**Question: What exactly is dropped in a mean-field decoupling, and where does the constant come from?**

Lecture notes decouple an interaction as $AB\approx A\langle B\rangle+\langle A\rangle B-\langle A\rangle\langle B\rangle$ and call the result Hartree-Fock. For the Hubbard term some authors keep only $\langle n_\uparrow\rangle n_\downarrow+n_\uparrow\langle n_\downarrow\rangle$, while others add spin-flip terms with apparently the same weight. Which is right? Why is the subtracted constant $\tfrac12\sum_{ij}\langle ij\|ij\rangle$, does it matter physically, and how is this connected with the variational derivation? An example like stretched H$_2$ would help.

---

**Answer**

Relative to any Slater determinant the Hamiltonian splits exactly into a one-body operator, a constant and a normal-ordered two-body remainder. Dropping that remainder is the Hartree-Fock decoupling. It contains every pairing of a creator with an annihilator at full weight, and it reproduces the variational equations once the determinant used for the averages is an eigenstate of the resulting operator.

## 1. Premises and conventions

Take a finite orthonormal set of spin orbitals with $[c_p,c_q^\dagger]_+=\delta_{pq}$, fixed nuclei (their repulsion is an omitted additive constant), fixed electron number $N$ and zero temperature:

$$H=\sum_{pq}h_{pq}c_p^\dagger c_q+\frac14\sum_{pqrs}\langle pq\|rs\rangle\,c_p^\dagger c_q^\dagger c_sc_r .\tag{1}$$

Here $\langle pq\|rs\rangle=\langle pq|rs\rangle-\langle pq|sr\rangle$ and $\langle pq|rs\rangle=\iint\phi_p^*(1)\phi_q^*(2)\,v_{12}\,\phi_r(1)\phi_s(2)$, so the integral changes sign under $p\leftrightarrow q$ and under $r\leftrightarrow s$. Let $|\Phi\rangle=\prod_ic_i^\dagger|0\rangle$ be any $N$-electron determinant. Indices $i,j$ label its occupied orbitals, $a,b$ the empty ones, and sums over $i,j$ are unrestricted. Averages are taken in $\Phi$, and the density matrix is $\rho_{qp}=\langle c_p^\dagger c_q\rangle$, the projector on the occupied orbitals.

## 2. The exact split

The operators $c_a$ and $c_i^\dagger$ annihilate $|\Phi\rangle$, and $c_a^\dagger$ and $c_i$ annihilate $\langle\Phi|$. Any creator or annihilator is therefore a sum $x=x^++x^-$ with $x^-|\Phi\rangle=0$ and $\langle\Phi|x^+=0$. Operators of the same type anticommute, and $[x^-,y^+]_+$ is a number, equal to $\langle xy\rangle$ because $\langle xy\rangle=\langle x^-y^+\rangle=\langle[x^-,y^+]_+\rangle$. The normal product $\{\cdots\}$ has all $+$ parts moved left of all $-$ parts, with a sign $-1$ per transposition. Performing these moves in an ordinary product leaves a term $\langle xy\rangle$ each time an $x^-$ passes a $y^+$, which is Wick's theorem. Since $\Phi$ has sharp $N$, $\langle c^\dagger c^\dagger\rangle=\langle cc\rangle=0$, and

$$c_p^\dagger c_q=\{c_p^\dagger c_q\}+\rho_{qp},\tag{2}$$

$$\begin{aligned}c_p^\dagger c_q^\dagger c_sc_r={}&\{c_p^\dagger c_q^\dagger c_sc_r\}+\rho_{sq}\{c_p^\dagger c_r\}+\rho_{rp}\{c_q^\dagger c_s\}\\&-\rho_{sp}\{c_q^\dagger c_r\}-\rho_{rq}\{c_p^\dagger c_s\}+\rho_{rp}\rho_{sq}-\rho_{sp}\rho_{rq}.\end{aligned}\tag{3}$$

The signs count the operators standing between the paired ones: none for $(q,s)$, two for $(p,r)$, one each for $(p,s)$ and $(q,r)$.

Insert (3) into (1). Renaming $p\leftrightarrow q$, $r\leftrightarrow s$ or both, and using the antisymmetry of the integral, turns each of the four singly paired terms into the first, which cancels the factor $\tfrac14$. The two fully paired terms become equal in the same way and leave $\tfrac12$. Define

$$f_{pr}=h_{pr}+\sum_{qs}\langle pq\|rs\rangle\rho_{sq}=h_{pr}+\sum_j\langle pj\|rj\rangle,$$

$$C=\frac12\sum_{ij}\langle ij\|ij\rangle,\qquad W=\frac14\sum_{pqrs}\langle pq\|rs\rangle\{c_p^\dagger c_q^\dagger c_sc_r\}.$$

Then

$$H=E_\Phi+\sum_{pq}f_{pq}\{c_p^\dagger c_q\}+W,\qquad E_\Phi=\sum_ih_{ii}+C=\langle H\rangle,\tag{4}$$

where the last equality holds because a normal product has zero average. Now undo the normal ordering of the one-body term with (2). This subtracts $\sum_{pq}f_{pq}\rho_{qp}=\sum_if_{ii}=\sum_ih_{ii}+2C$, so the constant becomes $E_\Phi-\sum_ih_{ii}-2C=-C$:

$$\boxed{H=H_{\rm MF}+W,\qquad H_{\rm MF}=\sum_{pq}f_{pq}c_p^\dagger c_q-\frac12\sum_{ij}\langle ij\|ij\rangle .}\tag{5}$$

Nothing has been approximated. The factor $\tfrac12$ has a plain meaning: $\sum_if_{ii}$ counts the interaction of the pair $(i,j)$ once in $f_{ii}$ and once in $f_{jj}$, and $C$ removes one copy.

**What $W$ does.** In $W|\Phi\rangle$ only the term made of four $+$ parts survives:

$$W|\Phi\rangle=\frac14\sum_{ijab}\langle ab\|ij\rangle\,c_a^\dagger c_b^\dagger c_jc_i|\Phi\rangle .\tag{6}$$

These are double excitations, orthogonal to $\Phi$ and to every $|\Phi_i^a\rangle=c_a^\dagger c_i|\Phi\rangle$.

**What the constant does.** For another determinant $\Phi'$ with $\rho'=\rho+\delta\rho$, eq. (4) gives $E_{\Phi'}$ as a quadratic form in $\rho'$. Abbreviating that form, $\tfrac12\rho'v\rho'=\rho v\rho'-\tfrac12\rho v\rho+\tfrac12\delta\rho\,v\,\delta\rho$, so

$$E_{\Phi'}=\langle\Phi'|H_{\rm MF}[\rho]|\Phi'\rangle+\frac12\sum_{pqrs}\langle pq\|rs\rangle\,\delta\rho_{rp}\,\delta\rho_{sq}.\tag{7}$$

$H_{\rm MF}$ with its constant is the tangent to the energy functional at $\rho$. The constant is irrelevant for the eigenvectors at fixed $\rho$, but it depends on $\rho$ and is needed whenever two densities are compared.

## 3. Connection with the variational principle

A change of the orbitals by a unitary matrix $e^{\kappa}$, $\kappa^\dagger=-\kappa$, is generated by $\hat\kappa=\sum\kappa_{pq}c_p^\dagger c_q$, and every determinant near $\Phi$ has the form $e^{\hat\kappa}|\Phi\rangle$. Its energy is $\langle e^{-\hat\kappa}He^{\hat\kappa}\rangle=E_\Phi+\langle[H,\hat\kappa]\rangle+O(\kappa^2)$.

Evaluate $\langle[H,c_p^\dagger c_q]\rangle$ with (5). The states $c_p^\dagger c_q|\Phi\rangle$ and $c_q^\dagger c_p|\Phi\rangle$ contain only $\Phi$ and single excitations, so by (6) and $W^\dagger=W$ both $\langle Wc_p^\dagger c_q\rangle$ and $\langle c_p^\dagger c_qW\rangle$ vanish. The constant commutes. With $[c_r^\dagger c_s,c_p^\dagger c_q]=\delta_{sp}c_r^\dagger c_q-\delta_{qr}c_p^\dagger c_s$,

$$\langle[H,c_p^\dagger c_q]\rangle=\sum_rf_{rp}\rho_{qr}-\sum_sf_{qs}\rho_{sp}=[\rho,f]_{qp}.\tag{8}$$

The first-order energy change is $\operatorname{tr}(\kappa[\rho,f])$. The commutator of two Hermitian matrices is anti-Hermitian, so $\kappa=[\rho,f]$ is an allowed choice, and it gives $-\sum_{pq}|[\rho,f]_{pq}|^2$. Stationarity is thus equivalent to $[\rho,f]=0$. In the orbitals of $\Phi$ the occupied-occupied and empty-empty blocks of $[\rho,f]$ vanish identically, and $[\rho,f]_{ia}=f_{ia}$. From (4) without $W$,

$$H_{\rm MF}|\Phi\rangle=E_\Phi|\Phi\rangle+\sum_{ia}f_{ai}|\Phi_i^a\rangle .$$

Four statements are therefore equivalent: $E_\Phi$ is stationary among determinants; $\langle[H,c_p^\dagger c_q]\rangle=0$ for all $p,q$; $f_{ia}=0$ (Brillouin's condition, since $f_{ai}=\langle\Phi_i^a|H|\Phi\rangle$); and $\Phi$ is an eigenstate of the $H_{\rm MF}$ built from its own $\rho$. Rotations among occupied orbitals and among empty ones leave $\rho$ and $f$ unchanged, so both blocks can be diagonalised. This yields the canonical Hartree-Fock equations $f\phi_p=\varepsilon_p\phi_p$ and

$$E_{\rm HF}=\sum_i\varepsilon_i-\frac12\sum_{ij}\langle ij\|ij\rangle .\tag{9}$$

Keeping only the direct integral $\langle pq|rs\rangle$ in $f$ and $C$ gives a Hartree equation with one common potential, in which the self-interaction $\langle ii|ii\rangle$ is no longer cancelled.

Self-consistency is essential. The ground state $\Phi'$ of $H_{\rm MF}[\rho]$ obeys $[\rho',f[\rho]]=0$, whereas (8) applied to $\Phi'$ contains $f[\rho']$.

**Ground state or just eigenstate?** Apply the energy formula (4) to $\Phi_i^a$ and use $\langle ii\|ii\rangle=0$:

$$E_{\Phi_i^a}-E_\Phi=h_{aa}-h_{ii}+\sum_{j\ne i}\big(\langle aj\|aj\rangle-\langle ij\|ij\rangle\big)=\varepsilon_a-\varepsilon_i-\langle ia\|ia\rangle .\tag{10}$$

If $\Phi$ is the lowest of all $N$-electron determinants, the left side is non-negative. For a repulsive interaction $\langle ia\|ia\rangle\ge0$, as it is the average of $v_{12}$ in the two-electron determinant of $\phi_i$ and $\phi_a$. Hence $\varepsilon_a\ge\varepsilon_i$: the best determinant is a ground state of its own $H_{\rm MF}$. The converse fails, as section 5 shows.

## 4. The Hubbard term

Write $n_\uparrow n_\downarrow=c_\uparrow^\dagger c_\downarrow^\dagger c_\downarrow c_\uparrow$ and use (3) with $p=r=\,\uparrow$, $q=s=\,\downarrow$. With $S^+=c_\uparrow^\dagger c_\downarrow$ and $S^-=c_\downarrow^\dagger c_\uparrow$ one has $\rho_{sp}=\langle S^+\rangle$, $\rho_{rq}=\langle S^-\rangle=\langle S^+\rangle^*$. The fully paired part is $D=\langle n_\uparrow\rangle\langle n_\downarrow\rangle-|\langle S^+\rangle|^2$, and undoing the four one-body normal products subtracts $2D$:

$$\boxed{Un_\uparrow n_\downarrow\to U\big(\langle n_\uparrow\rangle n_\downarrow+n_\uparrow\langle n_\downarrow\rangle-\langle S^+\rangle S^--\langle S^-\rangle S^+\big)-U\big(\langle n_\uparrow\rangle\langle n_\downarrow\rangle-|\langle S^+\rangle|^2\big)}\tag{11}$$

Substituting $n_{\uparrow,\downarrow}=n/2\pm S^z$ and $S^\pm=S^x\pm iS^y$ (spin in units of $\hbar$) gives $U\big(\tfrac12\langle n\rangle n-2\langle\mathbf S\rangle\cdot\mathbf S\big)-U\big(\tfrac14\langle n\rangle^2-|\langle\mathbf S\rangle|^2\big)$, which is invariant under rotation of the spin axes, as the original term is.

This settles the first question. The rule in the notes drops $(A-\langle A\rangle)(B-\langle B\rangle)$ for one chosen factorisation. For $A=n_\uparrow$, $B=n_\downarrow$ the dropped piece has average $D-\langle n_\uparrow\rangle\langle n_\downarrow\rangle=-|\langle S^+\rangle|^2$, so even $\langle H\rangle$ is missed when the local moment is tilted from $z$. The identity $n_\uparrow n_\downarrow=n_\uparrow-S^+S^-$ offers another factorisation with another result. Normal ordering acts on the operator and not on its written form, so (11) is unique. The density-only version is the special case in which all moments lie along $z$.

## 5. The dimer, solved

$$H=-t\sum_\sigma\big(c_{1\sigma}^\dagger c_{2\sigma}+c_{2\sigma}^\dagger c_{1\sigma}\big)+U\big(n_{1\uparrow}n_{1\downarrow}+n_{2\uparrow}n_{2\downarrow}\big),\qquad t,U>0,\ N=2 .$$

Take one electron per site on average and antiparallel moments along $z$: $\langle n_{1\uparrow}\rangle=\langle n_{2\downarrow}\rangle=\tfrac12+m$, $\langle n_{1\downarrow}\rangle=\langle n_{2\uparrow}\rangle=\tfrac12-m$. Equation (11) on each site gives

$$f^\uparrow=\begin{pmatrix}U(\tfrac12-m)&-t\\-t&U(\tfrac12+m)\end{pmatrix},\qquad C=2U\big(\tfrac14-m^2\big),$$

and $f^\downarrow$ has the sites exchanged. The levels are $U/2\mp\Delta$ with $\Delta=\sqrt{t^2+U^2m^2}$. The lower eigenvector is $(\cos\theta,\sin\theta)$ with $\cos2\theta=Um/\Delta$, $\sin2\theta=t/\Delta$, so the output moment is $m'=\cos^2\theta-\tfrac12=Um/2\Delta$. Setting $m'=m$ gives two solutions.

* Restricted (RHF): $m=0$, $\sum_i\varepsilon_i=U-2t$, $C=U/2$, $E=U/2-2t$.
* Unrestricted (UHF): $\Delta=U/2$, so $m^2=\tfrac14-t^2/U^2$, which requires $U>2t$. Then $\sum_i\varepsilon_i=0$, $C=2t^2/U$, $E=-2t^2/U$.

Their difference is $E_{\rm RHF}-E_{\rm UHF}=(U-2t)^2/2U$. For $U>2t$ the restricted determinant is still the ground state of its own $H_{\rm MF}$ and still stationary, but it is not the lowest determinant. The branching at $U=2t$ is the model's version of the Coulson-Fischer point of H$_2$.

The direct variational route agrees. For orbitals $(\cos\theta,\sin\theta)_\uparrow$ and $(\sin\theta,\cos\theta)_\downarrow$ each electron has hopping energy $-t\sin2\theta$ and each site has double occupancy $\cos^2\theta\sin^2\theta$:

$$E(\theta)=-2t\sin2\theta+\tfrac U2\sin^22\theta,\qquad\frac{dE}{d\theta}=4\cos2\theta\Big(\tfrac U2\sin2\theta-t\Big)=4f_{ia}.$$

Here $f_{ia}$ is the element of $f^\uparrow$, built with $m=\tfrac12\cos2\theta$, between $(\cos\theta,\sin\theta)$ and the empty orbital $(-\sin\theta,\cos\theta)$. The roots $\cos2\theta=0$ and $\sin2\theta=2t/U$ are the two solutions above.

Away from self-consistency the lowest eigenvalue of $H_{\rm MF}$ is $E_{\rm MF}(m)=U-2\Delta-C$. Its derivative $4Um-2U^2m/\Delta$ vanishes exactly at the two solutions, whereas $U-2\Delta$ alone falls monotonically as $|m|$ grows, down to $U-\sqrt{U^2+4t^2}$ at the largest allowed moment $|m|=\tfrac12$, and has no stationary point at the UHF moment. By (7), with $\delta n_\uparrow\delta n_\downarrow=-(m'-m)^2$ on each site, $E_{\Phi'}=E_{\rm MF}(m)-2U(m'-m)^2$. For a charge imbalance common to both spins the product $\delta n_\uparrow\delta n_\downarrow$ is positive, and $E_{\rm MF}$ lies below $E_{\Phi'}$.

**Exact solution.** The hopping couples the covalent singlet $(c_{1\uparrow}^\dagger c_{2\downarrow}^\dagger+c_{2\uparrow}^\dagger c_{1\downarrow}^\dagger)|0\rangle/\sqrt2$ (energy 0) to the symmetric ionic state $(c_{1\uparrow}^\dagger c_{1\downarrow}^\dagger+c_{2\uparrow}^\dagger c_{2\downarrow}^\dagger)|0\rangle/\sqrt2$ (energy $U$) with element $-2t$. The lower root is $E_0=U/2-\sqrt{U^2/4+4t^2}$. The triplet lies at 0 and the antisymmetric ionic state at $U$.

**The dropped term.** There is one double excitation, into $(-\sin\theta,\cos\theta)_\uparrow$ and $(\cos\theta,-\sin\theta)_\downarrow$. Each site contributes $-U\cos^2\theta\sin^2\theta$ to $\langle ab\|ij\rangle$, so by (6) the energy spread of a self-consistent $\Phi$ is $\sigma=\|W\Phi\|=\tfrac U2\sin^22\theta$. The doubly excited determinant has reversed hopping energy and the same repulsion, so it lies $g=4t\sin2\theta$ above $\Phi$. The ratio $\sigma/g$ is $U/8t$ for RHF and $\tfrac14$ for UHF. For the spin, $S^2=S^-S^++S^z(S^z+1)$ with total spin operators, and $S^+|\Phi\rangle$ puts both spatial orbitals, whose overlap is $\sin2\theta$, into one spin-up determinant. Hence $\langle S^2\rangle=1-\sin^22\theta=4m^2$.

## 6. Range of validity

* Equations (4) to (8) and (10) are exact for any determinant in an orthonormal basis, with $\varepsilon_p$ read as $f_{pp}$. Equation (9) and $\langle[H,c_p^\dagger c_q]\rangle=0$ need self-consistency.
* Stationarity does not imply a minimum. At self-consistency $E_{\rm HF}\ge E_0$ because it is an average of $H$; a non-self-consistent eigenvalue of $H_{\rm MF}$ carries no such guarantee, because the last term of (7) has no fixed sign.
* $\Phi$ approximates an eigenstate only if the couplings $\langle ab\|ij\rangle$ are small against the true energy differences of the determinants they reach. In the dimer this means $U\ll8t$ for RHF. For UHF the ratio stays at $\tfrac14$ however large $U/t$ is: the error in eV shrinks as $t^2/U$, but $E_0\to-4t^2/U$, so $E_{\rm UHF}/E_0\to\tfrac12$, and $\langle S^2\rangle\to1$ while the exact ground state has 0. At $U=2t$ the two Hartree-Fock branches join with the common slope $dE/dU=\tfrac12$, but $d^2E/dU^2$ jumps from 0 to $-1/2t$, $m$ sets in as a square root and $\langle S^2\rangle=1-4t^2/U^2$ rises from zero with a kink. None of this appears in the exact ground state, whose energy $E_0$ is smooth.
* Excitation energies of $H_{\rm MF}$ lack the term $-\langle ia\|ia\rangle$ of (10). In UHF the smallest one is $2\Delta=U$. For the spin flip $i\uparrow\to b\downarrow$ the missing term is $-U(\cos^4\theta+\sin^4\theta)=-U+2t^2/U$, which brings that determinant down to energy 0, the triplet.
* If the highest occupied level of $f$ is degenerate with an empty one, the ground state of $H_{\rm MF}$ is not unique and the occupation must be specified.
* If the reference state does not conserve $N$, as is natural for attractive interactions, the pairing $\langle c_p^\dagger c_q^\dagger\rangle$ adds further terms to (3).

## 7. Numbers for stretched H$_2$

Take $R=2.1$ Å. The repulsion of two electrons in one hydrogen 1s orbital is $\tfrac58e^2/4\pi\epsilon_0a_0=17.0$ eV, and the intersite repulsion is close to $V=e^2/4\pi\epsilon_0R=6.9$ eV. For $N=2$, $n_1n_2=1-\sum_kn_{k\uparrow}n_{k\downarrow}$ with $k$ the site (1 on covalent, 0 on ionic configurations), so $V$ only shifts the zero of energy and reduces the on-site value to $17.0-6.9\approx10$ eV. Total energies of determinants respect this rewriting; $\sum_i\varepsilon_i$ and $C$ separately do not, so $C$ is bookkeeping tied to the form of $H$. I take $U=10$ eV and $t=1.25$ eV, the latter chosen so that the singlet-triplet splitting has the typical size for this distance, roughly 0.6 eV. All results are the model's, in eV except $m$ and $\langle S^2\rangle$.

| | $m$ | $\sum_i\varepsilon_i$ | $C$ | $E$ | error | $\sigma$ | $g$ | $\langle S^2\rangle$ |
|---|---|---|---|---|---|---|---|---|
| RHF | 0 | 7.50 | 5.00 | 2.50 | 3.09 | 5.00 | 5.00 | 0 |
| UHF | 0.484 | 0.00 | 0.31 | −0.31 | 0.28 | 0.31 | 1.25 | 0.94 |
| exact | 0 | | | −0.59 | | | | 0 |

The error is measured from the exact solution of the model. The splitting of 0.59 eV corresponds to $6.8\times10^3$ K, so the zero-temperature treatment is adequate at room temperature.

Without the constant the RHF-UHF difference would read 7.50 eV instead of 2.81 eV, and the UHF energy would be zero: in this form of the model all of it sits in $-C$.

One non-self-consistent step shows the role of the premise in section 3. Start from $m=0.2$. Then $\Delta=2.358$ eV and the ground state of $H_{\rm MF}$ has $m'=0.424$. Its eigenvalue is $E_{\rm MF}=1.08$ eV, its true energy is $E_{\Phi'}=0.08$ eV, the gap between them is $2U(m'-m)^2=1.00$ eV, and its commutator $\langle[H,c_a^\dagger c_i]\rangle=f_{ia}[\rho']$ equals 1.19 eV instead of zero.

Two omissions limit the transfer to the molecule. The direct exchange integral between symmetrically orthogonalised 1s functions, evaluated from the closed-form two-centre integrals at this distance, is $K=0.06$ eV. It raises the covalent singlet by $K$ and lowers the triplet by $K$, reducing the splitting by 0.13 eV, which is here absorbed in the choice of $t$ and is nearly half the size of the UHF error; the second decimal in the table therefore belongs to the model only. The model also places the triplet at the energy of the separated atoms, whereas in H$_2$ it is repulsive. The molecule's binding near 2.1 Å is typically about 0.45 eV, so the model's 0.59 eV, if read as a binding energy, is too large by roughly a third.